A thin Si film on a thick, fully relaxed, cubic SiGe buffer has its in-plane lattice imposed and its surface free. Today I run the elasticity backwards: I give you what a (110) film does and we infer the stiffnesses.

**Forward model.** Strains are tensor components, tension is positive, $\sigma_{xy}=2C_{44}\varepsilon_{xy}$, and $\mathbf n$ is the unit growth normal. Coherency stretches every in-plane vector by $1+\varepsilon_\parallel$, with $\varepsilon_\parallel=a_s/a_{\rm Si}-1$. The rest of the displacement gradient annihilates in-plane vectors, so it is $a_in_j$ with an unknown vector $\mathbf a$:

$$\varepsilon_{ij}=\varepsilon_\parallel\delta_{ij}+\tfrac12(a_in_j+a_jn_i).$$

Zero traction, $\sigma_{ij}n_j=0$, with $C_{ijkk}=S\delta_{ij}$ and $S=C_{11}+2C_{12}$, gives

$$C_{ijkl}n_jn_l\,a_k=-\varepsilon_\parallel S\,n_i .$$

Along [001], [110] and [111], rotation axes, $\mathbf a\parallel\mathbf n$. Then $\varepsilon_\perp=\varepsilon_\parallel+\mathbf a\cdot\mathbf n=-D\varepsilon_\parallel$ with

$$D_{001}=\frac{2C_{12}}{C_{11}},\quad D_{110}=\frac{C_{11}+3C_{12}-2C_{44}}{C_{11}+C_{12}+2C_{44}},\quad D_{111}=\frac{2(C_{11}+2C_{12}-2C_{44})}{C_{11}+2C_{12}+4C_{44}}.$$

For (110) take $\mathbf t=[1\bar10]/\sqrt2$, $\mathbf z=[001]$ and $\Delta=\varepsilon_\parallel-\varepsilon_\perp$. The film stresses are

$$\sigma_z=S\varepsilon_\parallel-C_{12}\Delta,\qquad \sigma_t=S\varepsilon_\parallel-\tfrac12(C_{11}+C_{12}-2C_{44})\Delta .$$

**Data.** These numbers were made for the exercise from the linear model and rounded. They mimic a total-energy calculation on a cell clamped in plane, with height and internal coordinates relaxed. The lattice constants are typical 300 K values, for Si and for a buffer with about 20 % Ge. The bars are assumed and independent.

| quantity | value |
|---|---|
| imposed $a_s$ | 5.4720 Å (exact) |
| free $a_{\rm Si}$ | 5.4310 ± 0.0001 Å |
| film spacing $d_{220}$ | 1.91275 ± 0.00003 Å |
| $\sigma_t$ | 1.814 ± 0.005 GPa |
| $\sigma_z$ | 1.487 ± 0.005 GPa |

**Inversion.** The free spacing is $a_{\rm Si}/\sqrt8=1.92015$ Å. Unrounded, it gives $\varepsilon_\perp=-3.8531\times10^{-3}$, beside $\varepsilon_\parallel=7.5493\times10^{-3}$, so $D_{110}=0.510\pm0.004$. In cube axes $\varepsilon_{xx}=\varepsilon_{yy}=(\varepsilon_\parallel+\varepsilon_\perp)/2=1.85\times10^{-3}$, $\varepsilon_{zz}=7.55\times10^{-3}$ and $\varepsilon_{xy}=-\Delta/2=-5.70\times10^{-3}$. These are the entries a deformation-potential Hamiltonian needs.

Three linear relations now give three constants. The trace obeys ${\rm tr}\,\sigma=S\,{\rm tr}\,\varepsilon$, with $\sigma_n=0$. The distortion between $\mathbf t$ and $\mathbf n$ is a pure $xy$ shear, so $\sigma_t-\sigma_n=2C_{44}\Delta$. The formula for $\sigma_z$ supplies $C_{12}$:

$$S=\frac{\sigma_t+\sigma_z}{2\varepsilon_\parallel+\varepsilon_\perp},\quad C_{44}=\frac{\sigma_t}{2\Delta},\quad C_{12}=\frac{S\varepsilon_\parallel-\sigma_z}{\Delta},\quad C_{11}=S-2C_{12}.$$

The model's values are $S=293.5$, $C_{44}=79.5$, $C_{12}=63.9$ and $C_{11}=165.7$ GPa.

*Question: Is the solution unique?*

Yes, unless a denominator vanishes: $D=2$, the incompressible limit, or $D=-1$, which needs $S=0$. The stresses are indispensable, though. $D$ is unchanged when all $C_{ij}$ are scaled together, and $D_{110}$ alone fixes only one curve in the plane of $C_{12}/C_{11}$ and $C_{44}/C_{11}$. A second orientation fixes both ratios. A third adds only a check, because

$$\frac{4}{1+D_{110}}=\frac{1}{1+D_{001}}+\frac{3}{1+D_{111}} .$$

Our constants predict $D_{001}=0.77$ and $D_{111}=0.44$.

*Question: Could wafer curvature deliver the stresses?*

Not on a Si wafer. Film (thickness $h_f$) and wafer ($h_s\gg h_f$, buffer thin against it) share one plane-stress stiffness matrix $Q$. Depositing the film adds the moment $\tfrac12h_sh_fQ\varepsilon$, balanced by $\tfrac1{12}h_s^3Q\kappa$. $Q$ cancels, and $\kappa=6h_f\varepsilon_\parallel/h_s^2$ in both directions.

**How errors carry through.** Raising each datum by its bar shifts the constants, to first order and in GPa, as follows. The last column adds in quadrature.

| | $\sigma_t$ | $\sigma_z$ | $d_{220}$ | $a_{\rm Si}$ | total |
|---|---|---|---|---|---|
| $C_{11}$ | −0.14 | +0.73 | −0.04 | +0.48 | 0.89 |
| $C_{12}$ | +0.29 | −0.14 | −0.18 | +0.48 | 0.61 |
| $C_{44}$ | +0.22 | 0 | +0.11 | +0.001 | 0.24 |

$C_{44}$ is best determined, being a single quotient. $C_{11}$ is a difference, and amplifies $\sigma_z$ by $\partial C_{11}/\partial\sigma_z=147$. A wrong $a_{\rm Si}$ acts almost as a false hydrostatic strain: it moves $C_{11}$ and $C_{12}$ together and spares the shear constants.

*Question: Is linear elasticity good enough at this misfit?*

For these data by construction, for real silicon not at this precision. With a typical third-order constant $|C_{111}|\approx800$ GPa, the single term $\tfrac12|C_{111}|\varepsilon_\parallel^2$ in $\sigma_z$ is 0.02 GPa, several times the bar, and alone would bias $C_{11}$ by about 3 GPa. A second cell at misfit $-\varepsilon_\parallel$, with the odd parts of $\sigma$ and $\varepsilon_\perp$ retained, removes the quadratic terms.

*Question: What produced the data?*

The compiled set $C_{11}=165.64$, $C_{12}=63.94$, $C_{44}=79.51$ GPa (Oses 2018). Recovering it tests the inversion and the rounding, and says nothing new about silicon.

*Question: And a low-symmetry wafer on the same alloy?*

Then $\mathbf n$ is no eigenvector of $\Gamma_{ik}=C_{ijkl}n_jn_l$, whose entries are $\Gamma_{11}=C_{11}n_1^2+C_{44}(1-n_1^2)$, $\Gamma_{12}=(C_{12}+C_{44})n_1n_2$ and permutations. For $\mathbf n=[113]/\sqrt{11}$ the mirror plane keeps $\mathbf a$ in the plane of $\mathbf n$ and $\mathbf m=[33\bar2]/\sqrt{22}$. Solving with the inferred constants gives $D_{113}=0.63$ and $\mathbf a\cdot\mathbf m=+0.39\,\varepsilon_\parallel$, hence a shear $\varepsilon_{nm}=0.20\,\varepsilon_\parallel$. The (113) planes stay parallel to the interface, while in this model the [113] lattice row leans by $0.17^\circ$ toward $\mathbf m$.